Lieb–Thirring bound by Rumin's method: the spin factor

Conventions. γ is the one-body density matrix of fermions of mass m with g spin states in d dimensions, 0 ≤ γ ≤ 1, and n(x) is the density summed over spin. C = ħ²/2m, T = C Tr(−Δγ), and ω_d is the volume of the unit ball (ω₃ = 4π/3). The setting is a non-interacting, unpolarised uniform gas with d = 3, g = 2, the free-electron mass and n ≈ 1.40×10²⁸ m⁻³, the approximate valence density of potassium, taken as input. Integrals are then per unit volume.

WRONG ATTEMPT (line 3 is false; do not reuse lines 3 to 5)

P⁺ and P⁻ project on wave vectors with Ck² > ε and Ck² ≤ ε; n⁺ and n⁻ are the densities of P⁺γP⁺ and P⁻γP⁻.

(1) Ck² = ∫₀^∞ dε θ(Ck² − ε), so T = ∫dx ∫₀^∞ dε n⁺(x).

(2) With γ = Σⱼ λⱼ|uⱼ⟩⟨uⱼ|, √n(x) is the ℓ² norm of √λⱼ uⱼ(x,σ) over j and σ. Since uⱼ = P⁺uⱼ + P⁻uⱼ, the triangle inequality gives √n⁺ ≥ √n − √n⁻.

(3) "The states below ε are shared among g spin components, so n⁻ ≤ Aε^(d/2) with A = ω_d C^(−d/2)/[g(2π)^d]."

(4) With ε₀ = (n/A)^(2/d) and t = ε/ε₀,
T ≥ ∫dx nε₀ ∫₀¹ (1 − t^(d/4))² dt = d²/[(d+2)(d+4)] ∫ nε₀ dx.
For d = 3 the prefactor is 9/35.

(5) ε₀ = C(6π²gn)^(2/3) = 8.55×10⁻¹⁹ J, so T/N ≥ 2.20×10⁻¹⁹ J. Wrong.

Symptom

This gas is solved exactly: k_F = (6π²n/g)^(1/3) = 7.46×10⁹ m⁻¹, E_F = Ck_F² = 3.39×10⁻¹⁹ J, T/N = (3/5)E_F = 2.04×10⁻¹⁹ J. The supposed lower bound is 1.080 times this, 8.0 % above what it must not exceed. It also grows as g^(+2/d), although extra spin states only relax the Pauli constraint.

Faulty line

Line 3. From γ ≤ 1 follows P⁻γP⁻ ≤ P⁻, and P⁻ is the identity in spin. Every component has its own full ball in k-space, so the spin sum multiplies by g:
n⁻(x) ≤ Σ_σ P⁻(xσ,xσ) = g ω_d (ε/C)^(d/2)/(2π)^d.
The factor 1/g belongs to the density per component, n/g. For g = 1 both versions coincide, so a spinless test misses the slip.

Mended calculation

Lines 1, 2 and 4 stand, with ε₀ = C(2π)²[n/(gω_d)]^(2/d), the local Fermi energy. Thomas–Fermi theory has t = [d/(d+2)]nε₀ for the kinetic energy density t = K_TF n^(1+2/d), so

T ≥ K ∫ n^(1+2/d) dx, K = [d/(d+4)] K_TF, K_TF = [d/(d+2)] C(2π)²(gω_d)^(−2/d).

In d = 3, K = (3/7)K_TF, and here T/N ≥ (9/35)E_F = 8.73×10⁻²⁰ J. The slack enters in line 2: in the uniform gas γ commutes with P⁺ and P⁻, so n⁺ = n − n⁻, and integrating 1 − (ε/ε₀)^(3/2) over ε/ε₀ from 0 to 1 returns 3/5.

Dual form. Let h = −CΔ − V with V ≥ 0, and let γ project on its negative eigenstates Eⱼ, counted with spin. Then Σ Eⱼ = Tr(hγ) ≥ ∫[Kn^(1+2/d) − Vn] dx. Minimising over n at each point,

Σ|Eⱼ| ≤ L ∫ V^(1+d/2) dx, L = [2/(d+2)] [d/((d+2)K)]^(d/2).

K_TF in place of K gives the semiclassical constant, L_cl = g C^(−3/2)/(15π²) in d = 3, so L = (7/3)^(3/2) L_cl = 3.56 L_cl.

Size of the error

The slip scales A by 1/g², hence K by g^(4/d) = 2^(4/3) = 2.52 at any density. Here the bound is too high by 1.33×10⁻¹⁹ J per electron, or 152 %. Since L ∝ K^(−d/2), it divides L by g² = 4, to 0.891 L_cl, which deep wells violate because they approach L_cl (Weyl's law). Dropping g altogether gives (3/7)·2^(2/3) = 0.680 K_TF, which this derivation does not support, yet the uniform gas does not contradict it. Check the power of g separately.